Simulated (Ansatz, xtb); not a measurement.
# Two isomers of C3H8BNSi

Structure I: `BC[Si@@H](C)C#N`, a singlet. Structure II: `B[Si@@H](C)CC#N`, a singlet. Both are isolated molecules in the gas phase, relaxed with r2SCAN-D4/def2-SVP, each in the lowest conformer that the search found.

I (Å):

```yaml
atoms:
  - { symbol: C, position_ang: [-1.3270, -0.4933, 3.2953] }
  - { symbol: C, position_ang: [-0.2476, 1.2466, 0.9047] }
  - { symbol: C, position_ang: [1.1934, -1.2657, 1.7675] }
  - { symbol: B, position_ang: [-0.5054, 0.3799, 4.2696] }
  - { symbol: N, position_ang: [2.2476, -1.7515, 1.8696] }
  - { symbol: Si, position_ang: [-0.4880, -0.4700, 1.6016] }
  - { symbol: H, position_ang: [-0.7034, 1.5720, 4.3387] }
  - { symbol: H, position_ang: [0.3890, -0.1003, 4.9245] }
  - { symbol: H, position_ang: [-1.3793, -1.5615, 3.5675] }
  - { symbol: H, position_ang: [-2.3392, -0.1043, 3.0821] }
  - { symbol: H, position_ang: [-1.2525, -1.3406, 0.6633] }
  - { symbol: H, position_ang: [0.1914, 1.2007, -0.1039] }
  - { symbol: H, position_ang: [0.4203, 1.8456, 1.5431] }
  - { symbol: H, position_ang: [-1.2140, 1.7716, 0.8350] }
```

II (Å):

```yaml
atoms:
  - { symbol: C, position_ang: [0.5185, 1.3118, 1.6840] }
  - { symbol: C, position_ang: [-0.7309, -0.6224, -0.3688] }
  - { symbol: C, position_ang: [-0.0413, -1.7455, 0.2305] }
  - { symbol: B, position_ang: [-2.4119, -0.0009, 2.3456] }
  - { symbol: N, position_ang: [0.5117, -2.6075, 0.7860] }
  - { symbol: Si, position_ang: [-1.1129, 0.6994, 0.9771] }
  - { symbol: H, position_ang: [-3.1170, -0.9590, 2.1329] }
  - { symbol: H, position_ang: [-2.5555, 0.5673, 3.4027] }
  - { symbol: H, position_ang: [-1.8230, 1.8180, 0.2626] }
  - { symbol: H, position_ang: [0.3485, 2.0839, 2.4506] }
  - { symbol: H, position_ang: [1.1570, 1.7438, 0.8970] }
  - { symbol: H, position_ang: [1.0706, 0.4813, 2.1527] }
  - { symbol: H, position_ang: [-1.6731, -0.9638, -0.8305] }
  - { symbol: H, position_ang: [-0.1088, -0.1847, -1.1687] }
```

Quicker runs give these differences E(II) − E(I): GFN2-xTB +5.7 kJ/mol; HF/STO-3G +109.1 kJ/mol (at GFN2-xTB geometries); r2SCAN-D4/def2-SVP//GFN2-xTB +95.6 kJ/mol.

Problem. Estimate E(II) − E(I) at the level CCSD(T)/def2-SVP + ΔMP2/def2-TZVPP.

Solution. Calculated at CCSD(T)/def2-SVP + ΔMP2/def2-TZVPP: E(II) − E(I) = +99.2 kJ/mol, so structure I lies lower.

Level by level:

```json
{"level": "GFN2-xTB", "geometry": "GFN2-xTB", "E(II) − E(I) (kJ/mol)": "+5.7", "departure from the last row (kJ/mol)": "−93.5", "job, with rough time for the two": "optimisation, 0.35 s"}
{"level": "HF/STO-3G", "geometry": "GFN2-xTB", "E(II) − E(I) (kJ/mol)": "+109.1", "departure from the last row (kJ/mol)": "+9.9", "job, with rough time for the two": "single point, 0.83 s"}
{"level": "r2SCAN-D4/def2-SVP//GFN2-xTB", "geometry": "GFN2-xTB", "E(II) − E(I) (kJ/mol)": "+95.6", "departure from the last row (kJ/mol)": "−3.6", "job, with rough time for the two": "single point, 6.6 s"}
{"level": "r2SCAN-D4/def2-SVP", "geometry": "r2SCAN-D4/def2-SVP", "E(II) − E(I) (kJ/mol)": "+89.8", "departure from the last row (kJ/mol)": "−9.4", "job, with rough time for the two": "optimisation, 2.2 min"}
{"level": "HF/def2-SVP", "geometry": "r2SCAN-D4/def2-SVP", "E(II) − E(I) (kJ/mol)": "+90.8", "departure from the last row (kJ/mol)": "−8.3", "job, with rough time for the two": "part of the CCSD(T) run"}
{"level": "MP2/def2-SVP", "geometry": "r2SCAN-D4/def2-SVP", "E(II) − E(I) (kJ/mol)": "+99.7", "departure from the last row (kJ/mol)": "+0.5", "job, with rough time for the two": "part of the CCSD(T) run"}
{"level": "CCSD(T)/def2-SVP", "geometry": "r2SCAN-D4/def2-SVP", "E(II) − E(I) (kJ/mol)": "+92.1", "departure from the last row (kJ/mol)": "−7.1", "job, with rough time for the two": "single point"}
{"level": "CCSD(T)/def2-SVP + ΔMP2/def2-TZVPP", "geometry": "r2SCAN-D4/def2-SVP", "E(II) − E(I) (kJ/mol)": "+99.2", "departure from the last row (kJ/mol)": "", "job, with rough time for the two": "single point, 93 s"}
```

As drawn, II has 1 B–Si, 1 C–C in place of 1 C–B, 1 C–Si.

None of the levels shown reverses the order. The largest departure from CCSD(T)/def2-SVP + ΔMP2/def2-TZVPP is that of GFN2-xTB, 93.5 kJ/mol. The last row adds to CCSD(T) the change of the MP2 difference between the two basis sets, here +7.1 kJ/mol.

With thermal terms from frequencies at re-optimised GFN2-xTB minima (ideal gas, soft modes damped towards free rotors, one conformer each, 298.15 K, 1 atm): the zero-point term adds −1.2 kJ/mol; ΔH is +98.3 and ΔG +97.1 kJ/mol.

The correlated steps freeze 10 core orbitals. Run with Ansatz 0.2.0, xtb 6.7.1; the last row on 2 threads of AMD EPYC 7R43 64-Core Processor (Zen 3) on a shared host.

Isomer I is clearly the more stable of the two, and the thermal terms barely alter the gap. The preference probably stems mainly from the bond exchange: II gains a C–C bond but gives up strong B–C and polar Si–C bonds, and the B–Si bond it forms is weak, with diffuse silicon orbitals and little ionic character. In I the Si–CH2 bond also lies nearly parallel to the empty boron p orbital, so σ(Si–C) hyperconjugation may add some stabilisation.

Hartree–Fock already recovers most of the difference, so it is not chiefly a correlation effect. The near-perfect MP2/def2-SVP value reflects cancellation: MP2 overshoots CCSD(T) in the small basis by about as much as the larger basis adds. GFN2-xTB fails in its energies rather than its geometries, since r2SCAN-D4 on the same structures gives +95.6 kJ/mol; its description of the B–Si bond is a likely culprit. The gap says nothing about the barrier to interconversion, so II could still be kinetically persistent.
